## Appendix: Landau levels with pure Rashba or pure Dresselhaus coupling in a three-state model

**Conventions.** An electron of charge $-e$ and mass $m^*$ moves in the $xy$ plane, with $B>0$ along $+z$ and $\boldsymbol\pi=\mathbf p+e\mathbf A$:

$$H=\frac{\pi^2}{2m^*}+\frac{\alpha}{\hbar}(\sigma_x\pi_y-\sigma_y\pi_x)+\frac{Z}{2}\sigma_z ,\qquad Z=g\mu_BB .$$

A free electron has $g\approx+2$. With $l^2=\hbar/eB$, $[\pi_x,\pi_y]=-i\hbar^2/l^2$, so $a=l(\pi_x-i\pi_y)/\sqrt2\hbar$ obeys $[a,a^\dagger]=1$. The kinetic term is $\hbar\omega_c(a^\dagger a+\tfrac12)$ with $\omega_c=eB/m^*$. The $\uparrow\downarrow$ element of the Rashba term is $(\alpha/\hbar)(\pi_y+i\pi_x)$, hence

$$H_R=s\begin{pmatrix}0&ia\\-ia^\dagger&0\end{pmatrix},\qquad s=\frac{\sqrt2\,\alpha}{l}.$$

This is the Jaynes–Cummings coupling. It conserves $a^\dagger a+\sigma_z/2$. Every level keeps the degeneracy $eB/h$ per area, since the guiding centre does not enter $H$.

**Smallest model.** The states $|0\downarrow\rangle,|0\uparrow\rangle,|1\downarrow\rangle$ span an invariant subspace, so no truncation is involved. With $\delta=\hbar\omega_c-Z$,

$$H_3=\begin{pmatrix}\delta/2&0&0\\0&\hbar\omega_c-\delta/2&is\\0&-is&\hbar\omega_c+\delta/2\end{pmatrix}.$$

The state $|0\downarrow\rangle$ is uncoupled because $a|0\rangle=0$. The eigenvalues are

$$E_0=\frac{\delta}{2},\qquad E_1^\pm=\hbar\omega_c\pm R_1,\qquad R_1=\sqrt{\delta^2/4+s^2},$$

and $\langle\sigma_z\rangle=\mp\delta/2R_1$ in the states $E_1^\pm$.

**Numbers for Au(111).** Take the approximate surface-state inputs $m^*=0.25\,m_e$ and $\alpha=0.33$ eV Å, an assumed $g=2$, and $B=10$ T. Energies are counted from the zero-field band crossing at $k=0$. Then $l=81.1$ Å, $\hbar\omega_c=4.63$ meV, $Z=1.16$ meV, $\delta=3.47$ meV and $s=5.75$ meV. Equivalently $s^2=4E_R\hbar\omega_c$, where $E_R=m^*\alpha^2/2\hbar^2=1.79$ meV is the depth of the zero-field band minimum. The unmixed levels at 2.89 and 6.37 meV repel to $4.63\mp6.01$ meV, that is to $-1.38$ and $10.64$ meV, while $E_0=1.74$ meV stays. The lower state retains only $\langle\sigma_z\rangle=+0.289$. Second-order perturbation theory would shift it by $-s^2/\delta=-9.53$ meV, whereas the exact shift is $-4.27$ meV. The expansion of the root in $s^2$ converges only for $s<|\delta|/2$, which fails here.

**General statement.** The pair $|n-1,\uparrow\rangle,|n,\downarrow\rangle$ has diagonal elements $n\hbar\omega_c\mp\delta/2$ and coupling $is\sqrt n$, so

$$E_n^\pm=n\hbar\omega_c\pm\sqrt{\frac{(\hbar\omega_c-g\mu_BB)^2}{4}+\frac{2n\alpha^2}{l^2}}\quad(n\ge1),\qquad E_0=\frac{\hbar\omega_c-g\mu_BB}{2}.$$

$H_3$ is the singlet plus the $n=1$ block. The model's levels for the inputs above, in meV:

| $n$ | $E_n^-$ | $E_n^+$ |
|---|---|---|
| 0 | none | 1.74 ($E_0$) |
| 1 | −1.38 | 10.64 |
| 2 | 0.94 | 17.58 |
| 3 | 3.78 | 24.01 |

The three-state model is exact for its own levels but does not hold the three lowest ones, because $E_2^-$ lies below $E_0$. A numerical basis cut at $n=3$ for both spins reproduces the table and adds one spurious level, the unpaired $|3\uparrow\rangle$ at 16.79 meV.

Two limits follow. For $\alpha\to0$ and $\delta>0$, $E_n^+\to(n+\tfrac12)\hbar\omega_c-Z/2$ and $E_n^-\to(n-\tfrac12)\hbar\omega_c+Z/2$. For large $n$, put $k_n^2=2n/l^2$, so that for $\alpha>0$

$$E_n^\pm\simeq\frac{\hbar^2k_n^2}{2m^*}\pm\alpha k_n\pm\frac{\delta^2}{8\alpha k_n}.$$

Up to the last term, the levels lie on the zero-field branches at orbit area $\pi k_n^2=2\pi n/l^2$. The usual offset $\tfrac12$ is cancelled by the Berry phase $\pi$ of the winding spin. With the Fermi level typically about 0.49 eV above the crossing, the block $n=106$ is centred there ($n\hbar\omega_c=491$ meV, $k_n=0.179$ Å$^{-1}$). Its two levels are 0.12 eV apart, about 26 cyclotron spacings, and the last term is only 0.025 meV. The unknown $g$ thus hardly affects the splitting within such a block.

**Dresselhaus coupling.** For a [001] zinc-blende well with $x,y$ along the cubic axes,

$$H_D=\frac{\beta}{\hbar}(\sigma_x\pi_x-\sigma_y\pi_y)=\frac{\sqrt2\,\beta}{l}\begin{pmatrix}0&a^\dagger\\a&0\end{pmatrix},$$

which pairs $|n,\uparrow\rangle$ with $|n-1,\downarrow\rangle$ and leaves $|0\uparrow\rangle$ alone. The spin rotation $U=(\sigma_x+\sigma_y)/\sqrt2$ swaps $\sigma_x$ and $\sigma_y$ and reverses $\sigma_z$. It maps the Rashba Hamiltonian with $(\alpha,g)$ onto the Dresselhaus one with $(\beta,g)=(-\alpha,-g)$. Only the square of the coupling enters, so the spectrum is the one above with $\alpha\to\beta$, $g\to-g$, and $\delta_D=\hbar\omega_c+Z$ in place of $\delta$. With both couplings present, neither $a^\dagger a+\sigma_z/2$ nor $a^\dagger a-\sigma_z/2$ is conserved and the blocks do not close. The threefold axis of Au(111) forbids $H_D$, so a semiconductor channel serves as the example.

Take an InAs well with typical $m^*=0.03\,m_e$, $g=-10$ and $\alpha=0.10$ eV Å at $B=1$ T, and set $\beta$ to the same value purely for contrast. Then $l=257$ Å, $\hbar\omega_c=3.86$ meV, $Z=-0.579$ meV, $s=0.551$ meV, $\delta=4.44$ meV and $\delta_D=3.28$ meV. Let $\Delta$ be the energy of the level evolving from $|0\uparrow\rangle$ minus that of the level evolving from $|0\downarrow\rangle$:

| coupling | exact $\Delta$ (meV) | second order (meV) |
|---|---|---|
| Rashba | $E_1^--E_0=-0.646$ | $Z-s^2/\delta=-0.647$ |
| Dresselhaus | $E_0-E_1^-=-0.489$ | $Z+s^2/\delta_D=-0.486$ |

For $g<0$, weak Rashba coupling enlarges the lowest spin gap and weak Dresselhaus coupling reduces it. For $g>0$ the roles reverse, provided $\delta>0$.

**Neglected terms.** All energies above are the model's. In the InAs well the Coulomb scale $e^2/4\pi\epsilon_0\epsilon_rl$ is 3.7 meV for a typical $\epsilon_r=15$, so at odd filling exchange can outweigh the single-particle $\Delta$. On Au(111) the herringbone reconstruction acts roughly as $V_0\cos qx$, with typical $V_0\approx12$ meV and period 63 Å. In a spinless estimate its first-order effect on the lowest orbital level carries the factor $e^{-q^2l^2/4}\approx8\times10^{-8}$. In second order it couples that level to levels near $n=q^2l^2/2\approx33$ and lowers it by about $V_0^2/2E_q\approx0.5$ meV, with $E_q=\hbar^2q^2/2m^*=152$ meV. This shift is nearly common to the lowest levels. Bragg reflection sets in at $k_n=q/2$, that is near $n=q^2l^2/8\approx8$, where $V_0$ exceeds $\hbar\omega_c$ and the formula no longer holds level by level. The lifetime width at the bottom of the Au(111) band is typically about 20 meV, roughly four times $\hbar\omega_c$ at 10 T, so the tabulated low levels would overlap in tunnelling spectra of the real surface.